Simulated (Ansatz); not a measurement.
Relative energies of C2H4Si isomers

2 of its isomers, all singlets with charge 0: A = ethynylsilane `C#C[SiH3]`; B = `C1=C[SiH2]1`.

Shapes, held fixed at every level: PBE0-D4/def2-TZVP. Programs: Ansatz 0.2.0.

Electronic energies in kJ/mol, without zero-point or thermal terms.

```json
{"level": "HF/def2-SVP", "kind": "Hartree–Fock", "B − A": "+52.3"}
{"level": "SPW92/def2-TZVPP", "kind": "LDA", "B − A": "-5.4"}
{"level": "PBE-D4/def2-TZVPP", "kind": "GGA", "B − A": "+12.1"}
{"level": "wB97M-V/def2-TZVPP", "kind": "range-separated hybrid", "B − A": "+24.3"}
{"level": "wB97X-V/def2-TZVPP", "kind": "range-separated hybrid", "B − A": "+21.3"}
{"level": "CCSD/def2-SVP", "kind": "coupled cluster or CI", "B − A": "+38.2"}
{"level": "CCSD/def2-TZVPP", "kind": "coupled cluster or CI", "B − A": "+39.2"}
{"level": "CCSD(T)/CBS estimate", "kind": "coupled cluster or CI", "B − A": "+35.6"}
```

The highest level, CCSD(T)/CBS estimate, puts A lowest of these. SPW92/def2-TZVPP puts B lowest. The B − A difference spans -5.4 to +52.3 kJ/mol over the levels. The CBS estimate extrapolates MP2 from def2-TZVPP and def2-QZVPP and adds CCSD(T) − MP2 in the triple-zeta set, cores frozen.

Ethynylsilane lies below silirene at every level except SPW92, whose reversed order is at odds with the coupled-cluster results. Closing the ring trades one alkyne π bond and an Si–H bond for a second Si–C bond and a C–H bond. The new σ bonding does not repay the angle strain at silicon and the two alkenic carbons, although π donation into the σ* orbitals of the SiH2 group probably softens the penalty.

Correlation favours the ring: in the same def2-SVP basis, the gap falls from +52.3 kJ/mol with Hartree–Fock to +38.2 with CCSD. The density functionals go too far in that direction, all falling below the +35.6 of the CCSD(T) estimate. LDA errs most, probably because it overbinds the compact ring, while gradient corrections and then exact exchange recover part of the gap. The energetic preference for ethynylsilane says nothing about how readily silirene would rearrange, which depends on the barrier to ring opening and hydrogen migration.
